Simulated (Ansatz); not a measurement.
Zn: energy change per atom and pressure against volume scale

Plane-wave DFT, scalar-relativistic PAW made under PBE with cores redone for the functional, no dispersion; the given relaxed cell is scaled uniformly, energy at zero smearing counts from the unscaled cell, pressure at the given Fermi-Dirac smearing is positive in compression. The results are calculated, by Ansatz 0.2.0.

The cell before it is scaled or strained (space group P6_3/mmc, No. 194):
```
CELL_PARAMETERS angstrom
2.56690 0.00000 0.00000
-1.28350 2.22300 0.00000
0.00000 0.00000 9.53700
ATOMIC_POSITIONS crystal
Zn 0.00000 0.00000 0.00000
Zn 0.00000 0.00000 0.50000
Zn 0.33333 0.66667 0.25000
Zn 0.66667 0.33333 0.75000
```

Settings of every row: spin polarised no; functional LDA; wave cutoff 420 eV; smearing width 0.1 eV; k mesh 16x16x4.

Atom starting moment: 0 on all atoms.

Limits: the cell comes from a prototype or a list of computed structures and needn't be the stable phase.

| row | volume scale | V (Å³/atom) | energy change per atom (meV) | pressure (GPa) |
| --- | --- | --- | --- | --- |
| 1 | 0.88 | 11.972 | 82.09 | 18.42 |
| 2 | 0.92 | 12.517 | 33.15 | 10.73 |
| 3 | 0.96 | 13.061 | 7.46 | 4.7 |
| 4 | 1.04 | 14.149 | 6.76 | -3.67 |
| 5 | 1.08 | 14.693 | 24.53 | -6.5 |
| 6 | 1.12 | 15.238 | ? | ? |

Question: what energy change per atom and pressure should row 6 give?

Worked fit of energy change per atom. Take u = (V_r/V)^(2/3) − 1 with V_r = 13.061 Å³ an atom, which is twice the finite (Eulerian) strain; such expansions in the strain, on which the Birch-Murnaghan equation of state is built, carry the rest volume and the bulk modulus. The shown rows have u = 0.05976, 0.02877, 0, -0.05194, -0.07549. Least squares give energy change per atom = 7.51 + 592.37 × u + 10900.8 × u² meV; a straight line predicts inner rows, each left out in turn, worse (root mean square 22 against 0.7 meV). The rows lie off it by 0.25, -0.43, -0.05, 0.61, -0.38 (root mean square 0.39 meV). The withheld row has u = -0.09767, so the fit gives 7.51 + 592.37 × (-0.09767) + 10900.8 × (-0.09767)² = 53.64 meV.

The calculation gave 50.75 meV. The fit lies 2.89 meV (5.7 % of the value, 3.8 % of the column's range) above it; its largest miss of a shown row is 0.61 meV. This row lies beyond the range of the fit.

Worked fit of pressure. Take u = (V_r/V)^(2/3) − 1 with V_r = 13.061 Å³ an atom, which is twice the finite (Eulerian) strain; such expansions in the strain, on which the Birch-Murnaghan equation of state is built, carry the rest volume and the bulk modulus. The shown rows have u = 0.05976, 0.02877, 0, -0.05194, -0.07549. Least squares give pressure = 4.704 + 193.32 × u + 600.1 × u² GPa; a straight line predicts inner rows, each left out in turn, worse (root mean square 1.2 against 0.055 GPa). The rows lie off it by 0.02, -0.03, 0.00, 0.05, -0.03 (root mean square 0.031 GPa). The pressure vanishes at u = -0.0265, or V = 13.6 Å³ an atom, and there the bulk modulus at fixed shape and fractions is B = −V dP/dV = (2/3)(1 + u) dP/du = 105 GPa. Letting shape and atoms relax would as a rule lower it, by much in layered, chain or molecular crystals. The withheld row has u = -0.09767, so the fit gives 4.704 + 193.32 × (-0.09767) + 600.1 × (-0.09767)² = -8.45 GPa.

The calculation gave -8.67 GPa. The fit lies 0.22 GPa (2.5 % of the value, 0.81 % of the column's range) above it; its largest miss of a shown row is 0.05 GPa. This row lies beyond the range of the fit.
